Why should two tantalum atoms in the same crystal carry different charges? The compound is Ta₃BN₃, a computer-generated candidate whose stability has not been tested here, and its three Ta atoms are not all alike: one is about a tenth more positive than the other two. The nitrogen atoms differ as well, though by less. The answer lies in the company each atom keeps, and neighbours count differently for a metal atom than for a nitrogen atom.

Ansatz 0.2.0, PBE with scalar-relativistic PAW, for Ta₃BN₃ (I4mm, 7 atoms per cell) at fixed atoms, without spin polarisation; plane-wave cutoff 420 eV, 10×10×10 k mesh, Gaussian smearing of 0.1 eV. The s, p and d electrons are Loewdin populations, set to zero for shells that the datasets lack; Bader volumes leave out near-empty space.

| row | bader charge (e) | element | s electrons (e) | p electrons (e) | d electrons (e) | bader volume (Å³) |
| --- | --- | --- | --- | --- | --- | --- |
| 1 | 1.913 | Ta | 2.436 | 5.974 | 3.644 | 11.260 |
| 2 | 1.913 | Ta | 2.436 | 5.974 | 3.644 | 11.260 |
| 3 | 2.126 | Ta | 2.445 | 5.984 | 3.468 | 10.920 |
| 4 | -1.268 | B | 1.086 | 2.629 | 0.000 | 11.880 |
| 5 | -1.518 | N | 1.555 | 4.140 | 0.000 | 12.910 |
| 6 | -1.518 | N | 1.555 | 4.140 | 0.000 | 12.910 |
| 7 | -1.648 | N | 1.513 | 4.162 | 0.000 | 11.420 |

The atoms sit almost as in rock salt, with metal and non-metal sites alternating, except that a quarter of the metal sites are empty. Each Ta therefore has six non-metal neighbours. Each non-metal atom has Ta on four or five sides and an empty site on the rest. All these contacts are roughly 2.1 to 2.2 Å long, so the sites differ mainly in which neighbours they have and how many, and hardly in how far away these stand.

The Bader charge is found by cutting space along the valleys of the electron density and counting the electrons on each side. A positive value means that the atom has fewer electrons than when free. The columns of s, p and d electrons come from a different division, the Loewdin analysis, which projects the electrons onto atomic shells. Two such divisions need not agree, and in this crystal they agree on some sites better than on others.

**Rows 1 and 2: tantalum with four N and two B**

These two atoms are copies of each other by symmetry and count as one case. Each has lost about 1.9 electrons by Bader's count. The p electrons, close to six, are the filled 5p shell beneath the valence electrons, and most of the s electrons belong to the still deeper 5s shell. The chemistry shows in the d electrons, 3.644 of them.

That number is not the d count of an ion. The filled bonding states of the crystal are mixtures of Ta 5d orbitals with orbitals of N or B, and the Ta share of each mixture is counted as d electrons. The crystal is also a metal, so a whole-number oxidation state would be a poor description of these atoms.

**Row 3: tantalum with five N and one B**

Here one boron neighbour has given way to a nitrogen. The Bader charge rises by 0.213 e to 2.126 e, while the d electrons fall to 3.468. The s and p electrons hardly move, so by the Loewdin count the loss comes from the d shell. Both ways of dividing the electrons make this Ta the more positive one.

The theory of bonding between unlike atoms gives one reason for the direction; a second will emerge from the nitrogen atoms further down. The valence orbitals of nitrogen lie well below the Ta 5d orbitals in energy, so a filled bonding state between the two sits mostly on nitrogen. The 2p orbitals of boron lie higher, closer to Ta 5d, and the bonding state is shared more evenly. Exchanging a boron for a nitrogen therefore moves electrons off the metal, which is what is meant by calling nitrogen the more electronegative of the two.

**Row 4: boron with five Ta**

Boron carries −1.268 e, which may surprise a reader who knows it as the positive partner in boron nitride. In this crystal it has no nitrogen next to it; the nearest is about 3 Å away. Its neighbours are all tantalum, which is less electronegative than boron, so boron takes electrons as it does in metal borides. The sign of an atom's charge depends on its partners as much as on the element.

How boron ranks against nitrogen is less certain. By Bader's count it is clearly less negative than any of the N atoms, whereas the Loewdin charges of the two elements are nearly equal. The change from rows 1 and 2 to row 3, which both counts show, fits a stronger pull by nitrogen, but it is not a clean test, because the nitrogens around the two kinds of Ta differ as well.

**Rows 5 and 6: nitrogen with four Ta**

These two atoms are again symmetry copies, each with a Bader charge of −1.518 e. They have the largest volumes in the table, but this does not make them the most negative atoms. Each borders on two empty metal sites, and the space there has to be assigned to some atom. The volume column thus measures elbow room as well as charge, and should not be read as a list of ionic sizes.

**Row 7: nitrogen with five Ta**

This atom has a quarter more Ta neighbours than those of rows 5 and 6, yet its Bader charge is only about 9 % more negative. If every Ta handed over a fixed amount, the charge would have grown by a quarter too. In this crystal, what a nitrogen atom takes up seems to be set mostly by the atom itself, and only slightly by the number of donors.

Orbital counting makes this plausible. Nitrogen has one 2s and three 2p orbitals to bond with, whether four or five metal atoms surround it. A fifth neighbour brings no further nitrogen orbital to fill; the same four are spread over more partners. The small gain that remains may come from the pull of one more positive ion on nitrogen's electrons, a cause that these charges do not test separately. The gain itself belongs to the Bader division, since the Loewdin charges of the N atoms differ by only 0.02 e, in the opposite order.

**From the non-metal atoms back to the metal**

These observations suggest a simple rule. Let each non-metal atom have its own charge, and let it draw that charge in equal parts from the Ta atoms it touches. A nitrogen of rows 5 and 6 then takes 0.38 e from each neighbour, the nitrogen of row 7 takes 0.33 e, and boron takes 0.25 e. The charge of a Ta atom is the sum of what its six neighbours take.

The Ta of row 3 touches four nitrogens of the kind in rows 5 and 6, the nitrogen of row 7, and one boron. With the Bader charges of the table, the sum is

4 × 1.518/4 + 1.648/5 + 1.268/5 = 1.518 + 0.330 + 0.254 ≈ 2.10 e,

against 2.126 e in the table. A Ta of rows 1 and 2 touches two nitrogens of each kind and two borons, and the same sum gives 1.925 e against 1.913 e.

This agreement deserves a sober reading. The charges of the non-metal atoms were put in, and because the crystal is neutral, the average Ta charge had to come out right. The real test is the difference between the two kinds of Ta, for which the rule gives 0.18 e, some four fifths of the Bader value. Equal sharing is also a way of keeping accounts, not an observed path of electrons.

By this rule, row 3 stands out for two reasons. The first is the element: a nitrogen with five Ta around it takes about 0.08 e more from each than a boron with five. The second is how thinly each nitrogen spreads its demand. One with only four Ta takes 0.05 e more from each than one with five, and row 3 touches four such nitrogens where rows 1 and 2 touch two, which adds 0.10 e. (The output splits the same total in another way; its 0.13 e for a four-Ta nitrogen in place of boron contains both effects.) In this picture, how many other metal atoms the neighbours serve matters about as much as which elements they are.

The obvious alternative gives every Ta–N contact one fixed charge and every Ta–B contact another. These two constants were fitted to the Bader charges of all seven rows. The result makes the two kinds of nitrogen differ by 0.36 e, nearly three times the computed 0.13 e, and yields only half of the difference between the Ta sites. It fails because it lets a nitrogen atom go on collecting at the full rate from each new neighbour.

Equal sharing does less well on the Loewdin charges, where it yields under half of the difference between the Ta sites. Only the second reason is at work there, since boron and the nitrogen of row 7 carry nearly the same Loewdin charge. That test is blurred, because the projection loses about 0.2 electrons per cell, more than the difference in question. What survives the change of method is the order of the Ta atoms; the size of each share belongs to Bader's division. All the charges also rest on a calculation without spin polarisation. A magnetic state was not tested, but the low density of states at the Fermi level, about 1.5 per eV and cell, makes one unlikely. The output printed below gives the fixed-contact rule site by site and the equal shares for each kind of atom.

For a similar metal nitride with some boron on the nitrogen sites, the reasoning suggests a quick guess, though a single crystal with two kinds of Ta is thin support for it. To rank the metal atoms, count their nitrogen neighbours: the more nitrogen and the less boron, the more positive the metal. Where the counts are equal, expect the higher charge on the metal whose nitrogens have fewer other metal atoms to draw on. To estimate the charge of a nitrogen atom, start from a Bader charge found for nitrogen bonded to the same metal and correct it only slightly for the number of metal neighbours. A model that gives every Ta the same charge would miss a spread of about a tenth in this crystal.

The analysis program printed:

```
Bader charge, Ta of row 3 less Ta of rows 1-2 (e): 0.213
d electrons, Ta of row 3 less Ta of rows 1-2 (e): -0.176
extra negative charge on N of row 7 against rows 5-6 (e): 0.13
the same in percent: 8.564
share per Ta neighbour, N of rows 5-6 (e): 0.3795
share per Ta neighbour, N of row 7 (e): 0.3296
share per Ta neighbour, B (e): 0.2536
Ta charge from shares, rows 1-2 (e): 1.925
Ta charge from shares, row 3 (e): 2.101
miss of the shares, rows 1-2, prediction less value (e): 0.0124
miss of the shares, row 3, prediction less value (e): -0.0248
Ta difference from shares (e): 0.1758
part of it from N of rows 5-6 in place of B (e): 0.1259
part of it from N of rows 5-6 in place of N of row 7 (e): 0.0499
fit of q on 7 rows: coefficient of nN 0.3599 +/- 0.0092, coefficient of nB 0.2518 +/- 0.017; rms 0.0781, worst 7 -0.152, leave-one-out rms 0.102
Ta difference from fixed contact charges (e): 0.1082
Loewdin charges and the fixed-contact rule:
  row  Loewdin charge e  fixed-contact charge e    miss e
    1             0.946                   1.943    0.0302
    2             0.946                   1.943    0.0302
    3             1.103                   2.051  -0.07463
    4            -0.715                  -1.259  0.009231
    5            -0.695                   -1.44   0.07831
    6            -0.695                   -1.44   0.07831
    7            -0.675                    -1.8   -0.1516
Loewdin charge, Ta of row 3 less Ta of rows 1-2 (e): 0.157
Ta difference from shares of the Loewdin charges (e): 0.0695
electrons per cell missing from the Loewdin projection (e): 0.215
Bader charge, B less N of row 7 (e): 0.38
Loewdin charge, B less N of row 7 (e): -0.04
Bader volume, N of rows 5-6 less N of row 7 (cubic angstrom): 1.49
```
